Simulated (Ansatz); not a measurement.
A series in volume scale on Li3Al2

Free energy against uniform scaling of the volume at fixed shape and fractions; periodic cell, basis, potentials, k mesh and filling as listed. The results are calculated, by Ansatz 0.2.0.

The cell before it is scaled or strained (space group R-3m, No. 166):
```
Li3Al2
1.0
      2.2243     1.2842     4.7220
     -2.2243     1.2842     4.7220
      0.0000    -2.5684     4.7220
Li Al
3 2
Direct
  0.59779 0.59779 0.59779
  0.40221 0.40221 0.40221
  0.00000 0.00000 0.00000
  0.19635 0.19635 0.19635
  0.80365 0.80365 0.80365
```

Settings of every row: functional PBEsol; dispersion none; potentials PAW; wave cutoff 470 eV; density cutoff 1880 eV; k mesh 6x6x6; k shift 0x0x0; occupations fermi dirac; smearing width 0.1 eV; spin none.

Limits: coarse k mesh, up to 40 meV an atom off; the cell comes from a prototype or a list of computed structures and needn't be the stable phase.

```
row  volume scale  V (Å³/atom)  energy above lowest point (meV/atom)
  1        0.9406       15.224                                   3.9
  2        0.9703       15.705                                     0
  3             1       16.186                                     ?
  4        1.0297       16.666                                   3.8
  5        1.0594       17.147                                  10.5
```

Question: what energy above lowest point should row 3 give?

Worked fit of energy above lowest point. Take u = (V_r/V)^(2/3) − 1 with V_r = 16.186 Å³ an atom, which is twice the finite (Eulerian) strain; such expansions in the strain, on which the Birch-Murnaghan equation of state is built, carry the rest volume and the bulk modulus. The shown rows have u = 0.04169, 0.02032, -0.01929, -0.03772. Least squares give energy above lowest point = 0.15 − 101.2 × u + 4586 × u² meV/atom; a straight line predicts inner rows, each left out in turn, worse (root mean square 4.2 against 0.026 meV/atom). All shown rows lie on it to the printed digit. Its lowest point lies at u = 0.0110, or V = 15.92 Å³ an atom, and the curvature there gives the bulk modulus at fixed shape and fractions, B = (4/9)(1 + u)² E″(u)/V = 41.9 GPa. Letting shape and atoms relax would as a rule lower it, by much in layered, chain or molecular crystals. The withheld row has u = 0, so the fit gives 0.15 − 101.2 × (0) + 4586 × (0)² = 0.1 meV/atom.

The calculation gave 0.2 meV/atom. The fit lies 0.1 meV/atom (50 % of the value, 0.95 % of the column's range) below it, one unit of the last digit.
